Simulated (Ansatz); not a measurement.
## Isomers of TaNH4O3

2 of its isomers, all singlets with charge 0: A = `[NH]=[Ta]([OH])([OH])[OH]`; B = `[NH2][Ta](=[O])([OH])[OH]`.

Shapes, held fixed at every level: PBE0-D4/def2-TZVP. Flexible molecules stand in one conformer, not always the lowest. Programs: Ansatz 0.2.0.

Electronic energies in kJ/mol, without zero-point or thermal terms.

Question: From chemical knowledge, estimate the order of stability.

Answer: B < A in rising energy, over a span of 74 kJ/mol, by CCSD(T)/def2-TZVPP. All levels agree on that. The B − A difference spans -80.8 to -63.1 kJ/mol over the levels. For atoms past krypton def2 sets carry core potentials with scalar relativity. Outer-core shells of Ta are correlated in most correlated rows, in sets that cover them unevenly.

| level | kind | B − A |
| --- | --- | --- |
| HF/def2-SVP | Hartree–Fock | -63.1 |
| SPW92/def2-TZVPP | LDA | -75.0 |
| r2SCAN-D4/def2-TZVPP | meta-GGA | -78.9 |
| B3LYP-D4/def2-TZVPP | global hybrid | -75.3 |
| PBE0-D4/def2-TZVPP | global hybrid | -74.7 |
| MP2/def2-TZVPP | perturbation theory | -80.8 |
| CCSD/def2-TZVPP | coupled cluster or CI | -71.3 |
| CCSD(T)/def2-TZVPP | coupled cluster or CI | -74.2 |

The amido-oxo isomer B lies well below the imido trihydroxide A, by 74.2 kJ/mol with CCSD(T), and the preference far exceeds the spread between levels. Both are formally d0 Ta(V) species, so the difference is not one of metal oxidation state. Going from A to B amounts to moving a proton from a hydroxide oxygen to the imido nitrogen. The O–H bond is normally stronger than N–H, which by itself would favour A. The gain from replacing Ta=NH and Ta–OH with Ta=O and Ta–NH2 probably outweighs this, as expected for a hard, oxophilic metal centre. In acid–base terms, the imido nitrogen is more basic than the terminal oxo ligand.

MP2 gives the largest preference for B, CCSD reduces it and the triples restore part of it, which suggests that MP2 somewhat overestimates the correlation contribution. The energies establish a thermodynamic preference between these two singlets, but not how readily A would convert to B, since that depends on the proton-transfer barrier.
